# The two-dimensional one-component plasma at $\Gamma=2$, and the zeroth Landau level of graphene

At one coupling, a classical Coulomb liquid can be solved with a determinant and Stirling's formula. I will derive its pressure at any coupling, then its free energy, pair correlation and structure factor at $\Gamma=2$. The same determinant is the wave function of a filled Landau level, which gives us numbers for graphene at 5 T. The determinant goes back to Ginibre's random matrices (1965). The plasma results are those of Jancovici (1981) and of Alastuey and Jancovici (1981).

## 1. Premises

$N$ classical point particles move in a disc of radius $R$ and area $A=\pi R^2$ with a hard wall. A rigid uniform background of opposite charge and number density $n=N/A$ fills the disc, so the system is neutral. All charges interact through

$$v(r)=-q^2\ln(r/L),\qquad \nabla^2 v=-2\pi q^2\delta^{(2)}(\mathbf r).$$

Here $q^2$ is an energy, $L$ is an arbitrary length that fixes the zero of the potential, and $\Gamma=\beta q^2$ with $\beta=1/k_BT$. The momenta integrate out, and the excess free energy is defined relative to the ideal gas in the same disc:

$$e^{-\beta F_{\rm ex}}=A^{-N}\int d^2r_1\cdots d^2r_N\,e^{-\beta U}.\tag{1}$$

We need $U$ with its constants. The average of $\ln|\mathbf r-\mathbf s|$ over the direction of $\mathbf s$ is $\ln\max(r,s)$, which is Newton's theorem in the plane. For $r<R$ therefore

$$n\int d^2s\,\ln|\mathbf r-\mathbf s|=n\Big[\pi r^2\ln r+\int_r^R 2\pi s\ln s\,ds\Big]=N\Big[\ln R-\frac12+\frac{r^2}{2R^2}\Big].$$

Particle and background have opposite signs, so their energy is $+q^2N\sum_i[\ln(R/L)-\tfrac12+r_i^2/2R^2]$. The background self-energy is $-\tfrac12q^2N^2$ times the disc average of the same bracket. The average of $r^2/R^2$ is $\tfrac12$, which gives $-\tfrac12q^2N^2[\ln(R/L)-\tfrac14]$. In the pair sum write $\ln(r_{ij}/L)=\ln(r_{ij}/R)+\ln(R/L)$ for each of the $N(N-1)/2$ pairs. The coefficient of $\ln(R/L)$ becomes $N^2-\tfrac12N^2-\tfrac12N(N-1)=\tfrac12N$, and the pure number is $-\tfrac12N^2+\tfrac18N^2$:

$$\frac{U}{q^2}=-\sum_{i<j}\ln\frac{r_{ij}}{R}+\frac N2\sum_i\frac{r_i^2}{R^2}-\frac38N^2+\frac N2\ln\frac RL.\tag{2}$$

## 2. Pressure at any coupling

Put $\mathbf r_i=R\mathbf x_i$ in (1). The Jacobian $R^{2N}$ cancels against $A^N$ up to $\pi^N$, and the first three terms of (2) depend only on the $\mathbf x_i$. Hence, exactly,

$$\beta F_{\rm ex}=\frac{\Gamma N}{2}\ln\frac RL+\Phi(N,\Gamma).\tag{3}$$

Define $P=-\partial F/\partial A$ at fixed $N$ and $T$, with the background compressed along with the particles so that neutrality is kept. The ideal part gives $\beta P=n$. Since $\ln R=\tfrac12\ln(A/\pi)$, the excess part gives $-\Gamma N/4A$:

$$\beta P=n\left(1-\frac\Gamma4\right).\tag{4}$$

With $R^2=N/\pi n$, and given that $F_{\rm ex}/N$ has a thermodynamic limit, (3) also reads $\beta F_{\rm ex}/N=-\tfrac\Gamma4\ln(\pi nL^2)+f(\Gamma)$. A logarithm turns a change of scale into an additive constant, so density never changes the structure. Only $\Gamma$ does.

**Question.** For $\Gamma>4$ the pressure and the compressibility are negative. Is the system unstable?

No. The derivative in (4) compresses the background too, and a rigid background is held by forces that (2) does not count. Particle fluctuations against a fixed background cost a Coulomb energy that grows as $1/k^2$ at long wavelength and outweighs a negative local term, as section 5 shows.

## 3. The determinant and the free energy at $\Gamma=2$

Use the dimensionless complex coordinate $z=\sqrt{\pi n}\,(x+iy)$. Then $Nr^2/R^2=|z|^2$, $r_{ij}/R=|z_i-z_j|/\sqrt N$, $d^2r=d^2z/\pi n$, and the wall is at $|z|^2=N$. At $\Gamma=2$,

$$e^{-\beta U}=e^{3N^2/4}\Big(\frac LR\Big)^{N}N^{-N(N-1)/2}\prod_{i<j}|z_i-z_j|^2\,e^{-\sum_i|z_i|^2}.\tag{5}$$

The product is a squared Vandermonde determinant: $\prod_{i<j}(z_j-z_i)=\det[z_i^{\,l}]$, with $i=1,\dots,N$ and $l=0,\dots,N-1$. The proof is short. The determinant vanishes when two $z$ coincide, so it is divisible by the product. Both have degree $N(N-1)/2$, and the coefficient of $z_1^0z_2^1\cdots z_N^{N-1}$ is one in both.

The monomials are orthogonal under the Gaussian weight, because the angular integral of $e^{i(j-l)\theta}$ vanishes for $j\ne l$. With $t=|z|^2$,

$$\int_{|z|^2<N}d^2z\,z^j\bar z^{\,l}e^{-|z|^2}=\delta_{jl}\,\pi\int_0^Nt^je^{-t}dt=\delta_{jl}\,\pi\,\gamma(j+1,N),$$

where $\gamma$ is the lower incomplete gamma function. So $\psi_j(z)=z^je^{-|z|^2/2}/\sqrt{\pi\gamma(j+1,N)}$ is an orthonormal set. Expand the determinant and its conjugate over permutations $\sigma,\tau$:

$$|\det\psi|^2=\sum_{\sigma,\tau}{\rm sgn}\,\sigma\;{\rm sgn}\,\tau\prod_i\psi_{\sigma(i)}(z_i)\,\bar\psi_{\tau(i)}(z_i).\tag{6}$$

Integration over all $z_i$ forces $\sigma=\tau$ and leaves $N!$ terms equal to one. The integral of the $z$-dependent part of (5) is thus $N!\prod_j\pi\gamma(j+1,N)$. The measure supplies $(A\pi n)^{-N}=(\pi N)^{-N}$, and $(L/R)^N=(\pi nL^2)^{N/2}N^{-N/2}$. The factors $\pi^N$ cancel, and the powers of $N$ add to $N+\tfrac12N+\tfrac12N(N-1)=\tfrac12N^2+N$. The exact result for finite $N$ is

$$-\beta F_{\rm ex}=\frac N2\ln(\pi nL^2)+\frac34N^2-\Big(\frac{N^2}2+N\Big)\ln N+\ln N!+\sum_{j=0}^{N-1}\ln j!+W_N,\tag{7}$$

with the wall term $W_N=\sum_{j=0}^{N-1}\ln[\gamma(j+1,N)/j!]$.

Take the factorials first. The integer $k$ occurs in $j!$ for $j=k,\dots,N-1$, that is $N-k$ times, so $\sum_j\ln j!=N\ln N!-\sum_{k=1}^Nk\ln k$. Stirling gives $\ln N!=N\ln N-N+\tfrac12\ln(2\pi N)+O(1/N)$. Euler–Maclaurin summation gives $\sum_kk\ln k=(\tfrac12N^2+\tfrac12N+\tfrac1{12})\ln N-\tfrac14N^2+O(1)$. Subtracting,

$$\sum_{j=0}^{N-1}\ln j!=\frac{N^2}2\ln N-\frac34N^2+\frac N2\ln2\pi-\frac1{12}\ln N+O(1).$$

In (7) the terms $N^2\ln N$, $N^2$ and $N\ln N$ all cancel. This is neutrality at work, and it tests the constant $\tfrac38$ in (2). What survives is $\tfrac N2\ln(\pi nL^2)-N+\tfrac N2\ln2\pi+O(\ln N)+W_N$.

Now the wall term. Repeated integration by parts shows that $\gamma(j+1,N)/j!=1-\sum_{k\le j}e^{-N}N^k/k!$, the probability that a Poisson variable of mean $N$ exceeds $j$. For large $N$ that variable is Gaussian with variance $N$, so with $j=N-t\sqrt{2N}$ the ratio tends to $\tfrac12(1+{\rm erf}\,t)$. Only about $\sqrt N$ orbitals differ from one, and

$$W_N\simeq\sqrt{2N}\int_0^\infty\ln\frac{1+{\rm erf}\,t}2\,dt.$$

The integral is $-0.338$, so the wall adds $0.48\sqrt N$ to $\beta F_{\rm ex}$, a term proportional to the perimeter. Dividing by $N$ and letting $N\to\infty$,

$$\frac{\beta F_{\rm ex}}N=-\frac12\ln(\pi nL^2)+1-\frac12\ln2\pi,\qquad f(2)=0.0811.\tag{8}$$

The thermodynamic limit assumed in section 2 is here proved for $\Gamma=2$. The relation $\beta P_{\rm ex}=n^2\,\partial(\beta F_{\rm ex}/N)/\partial n$ returns $-n/2$, as (4) requires.

**Question.** How large a sample does (8) need?

A large one, if there is a wall. For $N=100$ the leading boundary term is $0.048$ per particle, more than half of $f(2)$, and it falls only as $N^{-1/2}$.

**Question.** Why does nothing like this work at $\Gamma=4$?

The weight is $|\Delta|^\Gamma$, with $\Delta$ the Vandermonde determinant. Only at $\Gamma=2$ is this one determinant times its conjugate. At $\Gamma=4$ one must expand $\Delta^2$ in monomials, and the squared coefficients do not factor into one-particle norms. One gets exact finite sums for small $N$, but no closed bulk form is known.

## 4. Pair correlation

The normalised probability density is $|\det\psi|^2/N!$. The $p$-particle density is $N!/(N-p)!$ times its integral over the other $N-p$ coordinates.

For $p=1$, integrating (6) over $z_2,\dots,z_N$ forces $\sigma(i)=\tau(i)$ for $i\ge2$, hence $\sigma=\tau$. Each value $\sigma(1)=j$ occurs $(N-1)!$ times, and the prefactor is $N/N!$. So $\rho_1(z)=K(z,z)$, with the kernel

$$K(z,w)=\sum_{j=0}^{N-1}\psi_j(z)\bar\psi_j(w).$$

For $p=2$, integration over $z_3,\dots,z_N$ leaves two cases: $\tau=\sigma$, or $\tau$ differs from $\sigma$ by exchange of the first two entries, with relative sign $-1$. Each ordered pair $(j,l)$ with $j\neq l$ occurs $(N-2)!$ times, and the prefactor is $N(N-1)/N!$:

$$\rho_2=\sum_{j,l}\big[|\psi_j(z_1)|^2|\psi_l(z_2)|^2-\psi_j(z_1)\bar\psi_j(z_2)\psi_l(z_2)\bar\psi_l(z_1)\big].$$

The terms $j=l$ cancel in the bracket, so the sums are unrestricted and

$$\rho_2(z_1,z_2)=K(z_1,z_1)K(z_2,z_2)-|K(z_1,z_2)|^2.\tag{9}$$

Let $N\to\infty$ at fixed $z,w$. For each $j$, $\gamma(j+1,N)\to j!$. Also $\gamma(j+1,N)/j!>\tfrac12$ for $j\le N-1$, because this ratio is the probability that a gamma variable of mean $j+1\le N$ lies below $N$, and its median lies below its mean. The terms are thus bounded by $2|z\bar w|^j/\pi j!$, and the limit may be taken term by term:

$$K(z,w)\to\frac1\pi\exp\Big(z\bar w-\frac{|z|^2+|w|^2}2\Big).$$

Then $K(z,z)=1/\pi$ per unit $z$-area, which is $n$ per unit real area. Further, $|K|^2=\pi^{-2}\exp(z\bar w+\bar zw-|z|^2-|w|^2)=\pi^{-2}e^{-|z-w|^2}$. The centre of the disc has dropped out, and the bulk is homogeneous. Dividing (9) by $\rho_1^2$ and using $|z-w|^2=\pi nr^2$,

$$g(r)=1-e^{-\pi nr^2}.\tag{10}$$

At small $r$, $g\simeq\pi nr^2$, which shows the bare pair factor $e^{-\beta v}\propto r^\Gamma$.

## 5. Structure factor and sum rules

With $h=g-1$, define $S(k)=1+n\int d^2r\,h(r)e^{-i\mathbf k\cdot\mathbf r}$. The Gaussian factorises in $x$ and $y$, and each factor gives $n^{-1/2}e^{-k_x^2/4\pi n}$ or its $y$ counterpart. Their product cancels the prefactor $n$:

$$S(k)=1-e^{-k^2/4\pi n}.\tag{11}$$

The inverse Debye length follows from the transform $\hat v(k)=2\pi q^2/k^2$: $\kappa^2=2\pi\Gamma n$, which is $4\pi n$ here. So $S=1-e^{-k^2/\kappa^2}$. In density functional language the direct correlation function is fixed by $1/S=1-n\hat c(k)$, and expanding (11),

$$1-n\hat c(k)=\frac{\kappa^2}{k^2}+\frac12+\frac{k^2}{12\kappa^2}+\dots\tag{12}$$

Compare what a long-wavelength functional predicts. Let a small modulation $\delta n_{\mathbf k}$ cost $|\delta n_{\mathbf k}|^2[\hat v(k)+f_V''(n)]/2A$ per mode, where $f_V$ is the free energy per area of the neutral fluid. Equipartition gives $1/S=n\beta[\hat v+f_V'']$, and $nf_V''=\partial P/\partial n$. Thus $1/S=\kappa^2/k^2+\beta\,\partial P/\partial n$ up to gradient terms of order $k^2$. That argument assumes locality and is not a proof. Equation (12) confirms it exactly at $\Gamma=2$: the first term is bare Coulomb, and the constant $\tfrac12$ is $1-\Gamma/4$ from (4). In real space the leading behaviour means $n\int h\,d^2r=-1$ and $n\int r^2h\,d^2r=-4/\kappa^2$, the screening conditions of Stillinger and Lovett (1968).

The energy follows as well. In a neutral bulk the background terms cancel the $1$ in $g$, so $u=\tfrac n2\int h\,v\,d^2r$. With $t=\pi nr^2$, $\ln(r/L)=\tfrac12[\ln t-\ln(\pi nL^2)]$ and $\int_0^\infty e^{-t}\ln t\,dt=-\gamma_E$ (Euler's constant),

$$\beta u=-\tfrac12\ln(\pi nL^2)-\tfrac12\gamma_E,\qquad -\tfrac12\gamma_E=-0.2886 .$$

**Question.** How does Debye–Hückel theory do?

It keeps only the bare term, $\hat c=-\beta\hat v$, so $1/S=\kappa^2/k^2+1$. It satisfies both screening conditions but has the ideal-gas constant $1$ in place of $\tfrac12$. At $k=\kappa$ it gives $0.5$ against the exact $0.632$. Its $h=-\Gamma K_0(\kappa r)$ diverges at contact and decays exponentially, where the exact $h$ is bounded and Gaussian.

**Question.** For a neutral fluid $\beta P$ equals the density at a hard wall. Here too?

Not here. At $|z|^2=N$ the kernel gives $n_{\rm wall}/n=\sum_jN^je^{-N}/\gamma(j+1,N)$. In the variable $t$ of section 3, $N^je^{-N}/j!\to e^{-t^2}/\sqrt{2\pi N}$ and $dj=\sqrt{2N}\,dt$, so

$$\frac{n_{\rm wall}}n\to\frac2{\sqrt\pi}\int_0^\infty\frac{e^{-t^2}dt}{1+{\rm erf}\,t}=\ln(1+{\rm erf}\,t)\Big|_0^\infty=\ln2=0.693 .$$

The particles push on the wall with $0.693\,nk_BT$, whereas (4) gives $\tfrac12nk_BT$. The difference is the electric force of the double layer on the background, which moves with the wall in the derivative that defines (4).

## 6. The zeroth Landau level of graphene

Near valley $K$ the envelope $(\psi_A,\psi_B)$ on the two sublattices obeys $H=v_F\begin{pmatrix}0&\pi_-\\ \pi_+&0\end{pmatrix}$, with $\pi_\pm=\pi_x\pm i\pi_y$ and $\boldsymbol\pi=\mathbf p+e\mathbf A$ for charge $-e$. I point the field along $-\hat z$, $\mathbf A=\tfrac B2(y,-x)$, and set $\zeta=x+iy$ and $\ell^2=\hbar/eB$. Since $\partial_x+i\partial_y=2\partial_{\bar\zeta}$ and $e(A_x+iA_y)=-i\hbar\zeta/2\ell^2$,

$$\pi_+=-i\hbar\Big(2\partial_{\bar\zeta}+\frac\zeta{2\ell^2}\Big),\qquad\pi_-=-i\hbar\Big(2\partial_\zeta-\frac{\bar\zeta}{2\ell^2}\Big),\qquad[\pi_+,\pi_-]=\frac{2\hbar^2}{\ell^2}.$$

So $\pi_+$ is $\sqrt2\hbar/\ell$ times a lowering operator. $H^2$ is diagonal with entries $v_F^2\pi_-\pi_+$ and $v_F^2\pi_+\pi_-$, and the levels are $E_s=\pm\sqrt{2s}\,\hbar v_F/\ell$. Zero energy needs $\pi_+\psi_A=0$ and $\pi_-\psi_B=0$. The second has only growing solutions, so $\psi_B=0$. The first is solved by $\zeta^je^{-|\zeta|^2/4\ell^2}$, $j=0,1,\dots$ In the other valley the same orbitals live on sublattice $B$. With spin there are four flavours.

Fill $j=0,\dots,N-1$ in one flavour. The Slater determinant is a Vandermonde determinant times Gaussians:

$$|\Psi|^2\propto\prod_{i<j}|\zeta_i-\zeta_j|^2\,e^{-\sum_i|\zeta_i|^2/2\ell^2}.$$

This is (5) with $\pi n=1/2\ell^2$, that is $n=1/2\pi\ell^2=eB/h$. There is no wall, so the norms are $\pi j!$ from the start and the same bulk kernel results. If $M$ mutually orthogonal flavours are filled, the exchange term in (9) acts only within a flavour: $\rho_2=(Mn)^2-Mn^2e^{-r^2/2\ell^2}$. Hence

$$g_M(r)=1-\frac1M e^{-r^2/2\ell^2},\qquad S(k)=1-e^{-k^2\ell^2/2}.\tag{13}$$

$S$ is the same for every $M$, because the density $Mn$ cancels $1/M$. The level is half full at charge neutrality, so the filling factor is $\nu=M-2$.

**Question.** Electrons in graphene repel as $1/r$ and are degenerate. Where is the logarithm, and what is the temperature?

Neither is physical. The logarithm is $-\ln|\Psi|^2$, the hole in $g$ is the Pauli hole, and $\Gamma=2$ is the power of $|\zeta_i-\zeta_j|$. Equation (8) describes the norm of $\Psi$, and (4) is not the electron pressure. What carries over are equal-time position correlations. Laughlin's state (1983) at filling $1/m$ of a flavour raises the Vandermonde determinant to the power $m$ and maps to $\Gamma=2m$, outside the solvable point.

**Question.** You ignored the filled levels below zero energy.

Yes. Equation (13) is the correlation among the electrons of the zeroth level. The total density also contains the filled negative levels, which add exchange terms of their own within each flavour.

## 7. Range of validity

For the plasma, (3) and (4) hold at every $\Gamma$ and $N$, in fluid and crystal alike, for a logarithmic potential, a neutral system and the pressure defined with a co-moving background. Simulations typically place freezing near $\Gamma\approx140$. Equations (7) and (9) are exact at $\Gamma=2$ for finite $N$. Equation (8) needs $N\to\infty$, with corrections of order $N^{-1/2}$ per particle. Equations (10) and (11) need points many $(\pi n)^{-1/2}$ from the edge. None of this holds for a $1/r$ potential in a plane, where density changes the coupling.

For graphene, (13) requires integer filling of whole flavours, distances large against the lattice constant, temperature and disorder broadening small against the gap, and negligible mixing of Landau levels by the interaction. Within the zeroth level, filling chosen flavours completely gives a unique state. The mixing with other levels is the weak point, and I size it below.

## 8. Numbers at 5 T

Fundamental constants and $B=5$ T give $\ell=11.47$ nm and $n=1.209\times10^{11}$ cm$^{-2}$ per flavour. The disc holding one electron has radius $(\pi n)^{-1/2}=\sqrt2\,\ell=16.23$ nm. The Debye length of the equivalent plasma is $1/\kappa=\ell/\sqrt2=8.11$ nm, and the hole is half filled in at $r=\ell\sqrt{2\ln2}=13.5$ nm.

| $r$ (nm) | $g_1$ (one flavour) | $g_4$ ($\nu=2$) |
|---|---|---|
| 0 | 0 | 0.75 |
| 5 | 0.09 | 0.77 |
| 10 | 0.32 | 0.83 |
| 20 | 0.78 | 0.95 |
| 30 | 0.97 | 0.99 |

To test the conditions I need material inputs: a typical Fermi velocity $v_F=1.0\times10^6$ m/s, a typical lattice constant $a_{\rm lat}=0.246$ nm, a typical spin $g$-factor of 2, an assumed effective dielectric constant $\epsilon=4.5$ for encapsulation in hexagonal boron nitride, and an assumed temperature of 4 K. The first level lies at $E_1=\sqrt2\hbar v_F/\ell=81$ meV. The Coulomb scale is $E_C=e^2/4\pi\epsilon_0\epsilon\ell=28$ meV. The thermal energy is 0.34 meV, and $a_{\rm lat}/\ell=0.021$, so the envelope description is safe. Lattice-scale interactions are of order $E_Ca_{\rm lat}/\ell\approx0.6$ meV, comparable to the Zeeman energy of 0.58 meV. Together they select which flavours fill, but they leave the form of (13) alone.

The real interaction evaluated in the plasma's hole gives the exchange energy per electron within the level:

$$\varepsilon_x=\frac n2\int d^2r\,h(r)\frac{E_C\ell}{r}=-\frac{E_C}{2\ell}\int_0^\infty e^{-r^2/2\ell^2}dr=-\sqrt{\frac\pi8}\,E_C=-0.627\,E_C .$$

In the model this is about $-17$ meV. The factor $\tfrac12$ avoids double counting, so removing one electron costs $2|\varepsilon_x|$, while one added to an empty flavour gains no exchange in this level. Exchange with the negative levels is equal for all flavours and cancels. The model's gap for a distant electron–hole pair at $\nu=\pm1$ is then $\sqrt{\pi/2}\,E_C=35$ meV.

**Question.** Would a device show that gap?

No. As typical knowledge, gaps at $\nu=\pm1$ in encapsulated devices at such fields are smaller by a factor of two or more, so the model overestimates them. The mixing parameter is $E_C/E_1=0.34$, and since both energies scale as $1/\ell$, no field makes it smaller. Screening by transitions between levels, nearby gates, disorder and spin or valley textures all lower the gap. The same parameter measures the admixture of other levels into $\Psi$, which I have not computed. The table is therefore the model's result: exact for the unmixed determinant, with a Pauli hole of half-depth radius 13.5 nm fixed by the field alone, and open to corrections that start at first order in 0.34.